\section*{Landau doublets with an anomalous moment, and the spin tune of a storage ring}

An electron in a uniform magnetic field has Landau levels that come in degenerate pairs when $g=2$. I will show on a $4\times4$ matrix how the anomalous moment $a=(g-2)/2$ opens these pairs, and that the opening is the spin tune $a\gamma$ of an electron ring. I use $\hbar=c=1$, metric $(+,-,-,-)$, charge $-e$ with $e>0$, and $\mathbf B=B\hat{\mathbf z}$ with $B>0$.

\subsection*{The Hamiltonian}

The Dirac--Pauli equation is
\begin{equation}
\Big(i\gamma^\mu D_\mu-m+\frac{ae}{4m}\sigma^{\mu\nu}F_{\mu\nu}\Big)\psi=0,\qquad D_\mu=\partial_\mu-ieA_\mu,\qquad \sigma^{\mu\nu}=\tfrac{i}{2}[\gamma^\mu,\gamma^\nu].
\end{equation}
Here $\sigma^{12}=\Sigma_z$ and $F_{12}=-B$, so $\sigma^{\mu\nu}F_{\mu\nu}=-2B\Sigma_z$. Multiplying by $\beta=\gamma^0$ gives
\begin{equation}
H=\alpha_zp_z+H_\perp+\kappa\,\beta\Sigma_z,\qquad H_\perp=\alpha_x\pi_x+\alpha_y\pi_y+\beta m,\qquad \kappa=\frac{aeB}{2m},
\end{equation}
with $\boldsymbol\pi=\mathbf p+e\mathbf A$. At rest, spin along $\mathbf B$ costs $+\kappa$, as it must for a moment antiparallel to the spin.

Since $[\pi_x,\pi_y]=-ieB$, the operator $b=(\pi_x-i\pi_y)/\sqrt{2eB}$ obeys $[b,b^\dagger]=1$, and $\boldsymbol\sigma\cdot\boldsymbol\pi$ connects $|n-1\rangle|{\uparrow}\rangle$ only with itself and $|n\rangle|{\downarrow}\rangle$. In the standard representation these two states, once in the upper and once in the lower components, span an invariant space for each $n\ge1$:
\begin{equation}
H_n=\begin{pmatrix} m+\kappa&0&p_z&\lambda\\ 0&m-\kappa&\lambda&-p_z\\ p_z&\lambda&-m-\kappa&0\\ \lambda&-p_z&0&-m+\kappa\end{pmatrix},\qquad \lambda=\sqrt{2neB}.
\label{block}
\end{equation}
Nothing has been truncated. This matrix is the whole model.

\subsection*{Solution}

Put $p_z=0$ first. In this basis $\beta\Sigma_z=\mathrm{diag}(1,-1,-1,1)$, and the matrix falls into two $2\times2$ blocks. States 1 and 4 give $+\kappa\pm M_n$, states 2 and 3 give $-\kappa\pm M_n$, with
\begin{equation}
M_n=\sqrt{m^2+2neB}.
\end{equation}
The Pauli term is a multiple of the unit matrix in each block, so it shifts the levels rigidly.

For $p_z\neq0$, note that $\alpha_z$ anticommutes with both $H_\perp$ and $\beta\Sigma_z$, while these two commute with each other. Hence
\begin{equation}
H^2=p_z^2+M_n^2+\kappa^2+2\kappa T,\qquad T=\beta\Sigma_zH_\perp,\qquad T^2=M_n^2,\qquad [T,H]=0.
\end{equation}
With $T=\zeta M_n$, $\zeta=\pm1$, the positive energies are
\begin{equation}
E_{n\zeta}=\sqrt{p_z^2+\Big(\sqrt{m^2+2neB}+\zeta\,\frac{aeB}{2m}\Big)^2},
\label{levels}
\end{equation}
and the negative ones are their mirror images. For $n=0$ the state $|n-1\rangle$ does not exist, only rows 2 and 4 remain, $T=m\Sigma_z=-m$, and only $\zeta=-1$ occurs. The doublets are the levels $n\ge1$. For $\kappa<M_n$ their splitting is
\begin{equation}
\Delta=E_{n+}-E_{n-}=\frac{4\kappa M_n}{E_{n+}+E_{n-}},\qquad \Delta\big|_{p_z=0}=2\kappa=\frac{aeB}{m},
\label{split}
\end{equation}
and the second form does not depend on $n$.

To see it in numbers, exaggerate: $m=1$, $eB=3/2$, $a=2/15$, so $\kappa=0.1$ and $M_1=2$. At $p_z=0$ the lowest level is $0.9$ and the first doublet is $1.9$ and $2.1$. At $p_z=3/2$ the doublet is $2.420744$ and $2.580698$, split by $0.159954$. The first order in $\kappa$ is $2\kappa M_1/E^{(0)}=0.16$, with $E^{(0)}=\sqrt{p_z^2+M_1^2}=2.5$.

\medskip\noindent\textbf{Question.} \emph{I would have expected a factor $m/E$ on any magnetic energy of a fast electron. Where is it?}

That factor would appear for an operator like $\beta$, whose expectation value in an eigenstate of $H_\perp$ is $m/M_n$. The Pauli term contains $\beta\Sigma_z$, which commutes with $H_\perp$ and has eigenvalues $\pm1$ however large $n$ is. Motion along the field does reduce the splitting, by $M_n/E$ to first order in $\kappa$. That is time dilation for the boost along $\mathbf B$, which leaves the field unchanged.

\medskip\noindent\textbf{Question.} \emph{What oscillates at the frequency $\Delta$?}

The helicity $h=\boldsymbol\Sigma\cdot\boldsymbol\pi$. At $p_z=0$ it commutes with $H_\perp$ and anticommutes with $\beta\Sigma_z$. Then $[H,h]=2\kappa\beta\Sigma_zh$ and $[H,[H,h]]=4\kappa^2h$, which means
\begin{equation}
\frac{d^2h}{dt^2}=-\Big(\frac{aeB}{m}\Big)^2h .
\end{equation}
So $\Delta$ is the angular rate at which the spin turns relative to the momentum.

\subsection*{The spin tune}

At $p_z=0$ neighbouring levels of equal $\zeta$ are $M_{n+1}-M_n=2eB/(M_{n+1}+M_n)$ apart, and for large $n$ this is the angular revolution frequency. The spin tune, the number of spin turns relative to the momentum per revolution, is the ratio
\begin{equation}
\nu=\frac{2\kappa}{M_{n+1}-M_n}=a\,\frac{M_{n+1}+M_n}{2m}\;\to\;a\gamma,\qquad \gamma=\frac{M_n}{m}.
\end{equation}
The last step drops a relative term $eB/2M_n^2$.

Take an illustrative ring that is one uniform magnet, $B=1$~T, with $M_n=3$~GeV and $p_z=0$. The inputs are the approximate values $a=1.15965\times10^{-3}$ and $m=0.510999$~MeV. One tesla means $eB=59.157$~eV$^2$. The model gives $\gamma=5871$, $n=7.607\times10^{16}$ and a radius $\lambda/eB=10.007$~m. The Landau spacing is $19.72$~neV, or $4.768$~MHz. The doublet splitting is $134.25$~neV, or $32.46$~MHz. Their ratio is
\begin{equation}
\nu=\frac{M_n}{m/a}=\frac{3000\ \mathrm{MeV}}{440.65\ \mathrm{MeV}}=6.808 .
\end{equation}
The dropped term is $3.3\times10^{-18}$, and $\kappa/m=1.3\times10^{-13}$, far inside the condition $\kappa<M_n$.

The picture of narrow doublets is therefore wrong at this energy. The level $(n,+)$ lies above $(n+6,-)$ and below $(n+7,-)$. When $\nu$ is an integer $k$, the levels $(n,+)$ and $(n+k,-)$ coincide, and a static field imperfection with the $k$-th azimuthal harmonic can mix them. These are the imperfection resonances, $440.65$~MeV apart, and the two nearest lie at $2.644$ and $3.085$~GeV.

\medskip\noindent\textbf{Question.} \emph{Does this reproduce the Thomas--BMT equation, also with pitch?}

Yes. For velocity $\mathbf v$ and $\gamma=E/m$, that classical equation gives the rest-frame spin a precession vector, relative to the frame turning with the orbit,
\begin{equation}
\boldsymbol\omega_a=\frac{ae}{m}\Big[\mathbf B-\frac{\gamma}{\gamma+1}(\mathbf v\cdot\mathbf B)\mathbf v\Big].
\end{equation}
Square the bracket and use $\gamma^2v^2=(\gamma-1)(\gamma+1)$. The terms in $v_z^2B^2$ have the coefficient $(\gamma-1-2\gamma)/(\gamma+1)=-1$, so $|\boldsymbol\omega_a|=(aeB/m)\sqrt{1-v_z^2}$. With $v_z=p_z/E$ the root is $M_n/E$, which is Eq.~(\ref{split}) to first order in $\kappa$. The spacing is $eB/E$, so the tune on a helix is $aM_n/m$. A pitch $p_z/E=10^{-4}$ at fixed $E$ lowers it by a fraction $5.0\times10^{-9}$.

\medskip\noindent\textbf{Question.} \emph{These electrons radiate. Are levels $20$~neV apart meaningful?}

Not as resolved lines, and the size matters. The standard ultrarelativistic result is $5\pi\alpha\gamma/\sqrt3$ photons per revolution, here $389$. The width of a level is then that number over $2\pi$, or $62$ Landau spacings. This is $1.2~\mu$eV, which is $9.1$ times the doublet splitting. The precession survives for two reasons. First, the emission amplitudes without spin flip are the same for both $\zeta$ up to relative order $\chi=\gamma B/B_c$, and spin flips are rarer by order $\chi^2$. With $B_c=m^2/e=4.414\times10^9$~T, $\chi=1.3\times10^{-6}$. Second, $\Delta$ is independent of $n$, so a superposition of $\zeta=\pm1$ lands in a lower doublet with the same beat frequency. The smallness of $\chi$ is also the condition for treating $a$ as a constant. The tune does feel the loss. The classical loss per turn, $(4\pi/3)\alpha\gamma^4/\rho$ for radius $\rho$, is $716$~keV, which moves $\nu$ by $1.6\times10^{-3}$ per turn until the cavities restore it. The third decimal of the model's $6.808$ therefore refers to the mean energy around the ring.

\medskip\noindent\textbf{Question.} \emph{A real ring has straight sections and quadrupoles. What is left?}

The frequencies in MHz belong to the uniform model. A real ring with the same bending field has a longer circumference, and both frequencies fall by the fraction of it that the bends fill. On a flat orbit in vertical fields the momentum turns at the local rate $eB/E$ and the spin, relative to it, at $aeB/m$. The ratio is $a\gamma$ at every point, the bends add up to $2\pi$, and so $\nu=a\gamma$ holds for any such lattice. One feature does change. In the uniform field the period grows as $\gamma$, so the precession frequency $a\gamma f_{\rm rev}$ is independent of energy, which is the $n$-independence of Eq.~(\ref{split}). With strong focusing the circumference hardly depends on energy, $f_{\rm rev}$ is nearly fixed, and the precession frequency is proportional to $\gamma$. That is why locating it by resonant depolarisation calibrates the beam energy, at $m/a=440.65$~MeV per unit of tune.